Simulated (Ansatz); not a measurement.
# A series in volume scale on Mg

Periodic Kohn-Sham DFT of a crystal at fixed atoms, scaled to volume_scale times the given cell; pressure positive in compression, energy less spherical unpolarised free atoms, largest_vzz the field gradient of largest size among the nuclei. The results are calculated, by Ansatz 0.2.0.

The cell before it is scaled or strained (space group Im-3m, No. 229):
```
Mg
1.0
     -1.4765     1.4765     1.4765
      1.4765    -1.4765     1.4765
      1.4765     1.4765    -1.4765
Mg
1
Direct
  0.00000 0.00000 0.00000
```

Settings of every row: method frozen-core PAW; functional PBEsol; relativity scalar; k mesh 16x16x16; filling fermi-dirac; smearing width 0.05 eV; wave cutoff 420 eV; paw set soft_2.

Atom start moment: 0 on all atoms.

Limits: PAW files made with PBE; all rows lie far from zero pressure; cell far from its zero-pressure volume.

| row | volume scale | V (Å³/atom) | pressure (GPa) |
| --- | --- | --- | --- |
| 1 | 0.94 | 12.103 | 75.145 |
| 2 | 0.9405 | 12.109 | 75.004 |
| 3 | 0.96 | 12.36 | 69.724 |
| 4 | 0.97 | 12.489 | 67.171 |
| 5 | 0.98 | 12.618 | 64.716 |
| 6 | 1 | 12.875 | 60.081 |
| 7 | 1.01 | 13.004 | 57.894 |
| 8 | 1.02 | 13.133 | 55.788 |
| 9 | 1.03 | 13.262 | 53.76 |
| 10 | 1.04 | 13.39 | ? |
| 11 | 1.06 | 13.648 | 48.111 |

Question: what pressure should row 10 give?

Worked fit of pressure. Take u = (V_r/V)^(2/3) − 1 with V_r = 12.747 Å³ an atom, which is twice the finite (Eulerian) strain; such expansions in the strain, on which the Birch-Murnaghan equation of state is built, carry the rest volume and the bulk modulus. The shown rows have u = 0.03517, 0.03482, 0.02077, 0.01373, 0.0068, -0.00664, -0.01322, -0.01969, -0.02606, -0.04451. Least squares give pressure = 62.3467 + 344.248 × u + 552.17 × u² GPa; a straight line predicts inner rows, each left out in turn, worse (root mean square 0.31 against 0.0077 GPa). The rows lie off it by 0.008, 0.001, -0.011, -0.006, 0.003, -0.004, 0.002, 0.005, 0.009, -0.007 (root mean square 0.0064 GPa). The withheld row has u = -0.03228, so the fit gives 62.3467 + 344.248 × (-0.03228) + 552.17 × (-0.03228)² = 51.810 GPa.

The calculation gave 51.807 GPa. The fit lies 0.003 GPa (0.011 % of the column's range) above it; its largest miss of a shown row is 0.011 GPa.
